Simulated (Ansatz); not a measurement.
# Strength of the C–C bond: C3H2F3N → C2H2F3 + CN

Species: C3H2F3N `N#CCC(F)(F)F`, singlet; C2H2F3 `[CH2]C(F)(F)F`, doublet; CN, doublet. 

Shapes, held fixed at every level: PBE0-D4/def2-TZVP. Programs: Ansatz 0.2.0. The zero-point and thermal change to 298 K, harmonic and unscaled (PBE0-D4/def2-TZVP), is -18.2 kJ/mol.

Question: Estimate ΔH(298 K) of this reaction.

Answer: B2PLYP/def2-TZVPP gives ΔH(298 K) = +493.4 kJ/mol; the levels span +477.6 to +521.1. The median of the levels is +493.6. No measured value is set beside it here. Spin contamination: CN (⟨S²⟩ up to 1.11). Open shells run unrestricted. Times are processor times on shared x86 and Arm servers, and rough.

```
                level                    kind  ΔH(298 K) (kJ/mol)  CPU time (sum over the molecules)
    PBE-D4/def2-TZVPP                     GGA              +495.2                               21 s
 r2SCAN-D4/def2-TZVPP                meta-GGA              +477.6                               46 s
  B3LYP-D4/def2-TZVPP           global hybrid              +493.6                               34 s
   PBE0-D4/def2-TZVPP           global hybrid              +507.8                               25 s
r2SCAN0-D4/def2-TZVPP           global hybrid              +487.0                               46 s
   wB97X-V/def2-TZVPP  range-separated hybrid              +521.1                               67 s
    B2PLYP/def2-TZVPP           double hybrid              +493.4                               42 s
```

Every level makes this a very strong C–C single bond, well above a typical alkane C–C bond. The main reason is the nitrile carbon: its sp hybrid, rich in s character, forms a short, strong σ bond to the CH2 group. Homolysis leaves the cyano radical with its unpaired electron largely in a σ orbital, where the π system can't stabilise it effectively. The other fragment gains little in compensation, since the electron-withdrawing CF3 group offers the carbon radical no π delocalisation comparable to that in an allyl or benzyl radical.

Adding exact exchange raises the enthalpy from PBE to PBE0 and from r2SCAN to r2SCAN0, probably through a changed balance between the closed-shell nitrile and the cyano radical. It isn't a general ordering, however, as B3LYP lies slightly below PBE. The near coincidence of B2PLYP, B3LYP and PBE therefore doesn't establish their common value as accurate. Nor does the calculation identify the molecule's weakest bond: the CH2–CF3 link, which lacks an sp carbon, would be expected to break more easily.
